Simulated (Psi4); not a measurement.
# A ladder of methods for C2H6Zn (SMILES C[CH2][ZnH])

C2H6Zn has 9 atoms, charge 0, and is taken as a singlet. SMILES: `C[CH2][ZnH]`. Geometry: optimised at PBE0/def2-TZVP.

Quantity: the HOMO–LUMO gap, in eV. The values are calculated.

| level | kind | program | value (eV) | CPU time |
| --- | --- | --- | --- | --- |
| PBE-D4/def2-TZVPP (density fitting) | GGA | Psi4 | 4.84 | 2.4 min |
| r2SCAN-D4/def2-TZVPP (density fitting) | meta-GGA | Psi4 | 5.44 | 7.1 min |
| B3LYP-D4/def2-TZVPP (density fitting) | global hybrid | Psi4 | 6.22 | 2.2 min |
| PBE0-D4/def2-TZVPP (density fitting) | global hybrid | Psi4 | 6.68 | 2.2 min |
| wB97M-V/def2-TZVPP (density fitting) | range-separated hybrid | Psi4 | 10.20 | 7 min |

The values span 4.84 to 10.20 eV. Orbital gaps aren't excitation energies; they tend to grow with the share of exact exchange. CPU times are rough (shared hosts, several kinds of processor): they show what a rung costs within a factor of a few.

The gap widens at every step down the table, from 4.84 eV with PBE to 10.20 eV with wB97M-V, and the largest jump comes between PBE0 and the range-separated hybrid. This probably reflects how non-local exchange binds the occupied orbitals more strongly than the empty ones, most fully where it acts undiminished at long range. It can't be the whole story, since r2SCAN already lies above PBE without any exact exchange.

A sizeable gap at every level fits the bonding expected of an alkylzinc hydride. Zinc's d shell is filled and lies deep, so the HOMO is probably a polar σ combination of Zn–C and Zn–H character, while the LUMO draws on zinc's empty valence p orbitals, the same ones that make such compounds Lewis acidic. The spread is therefore a matter of where each functional places these levels, not of differing pictures of the bond. Without an ionisation energy and electron affinity for comparison, the table can't say which value lies closest to the fundamental gap.
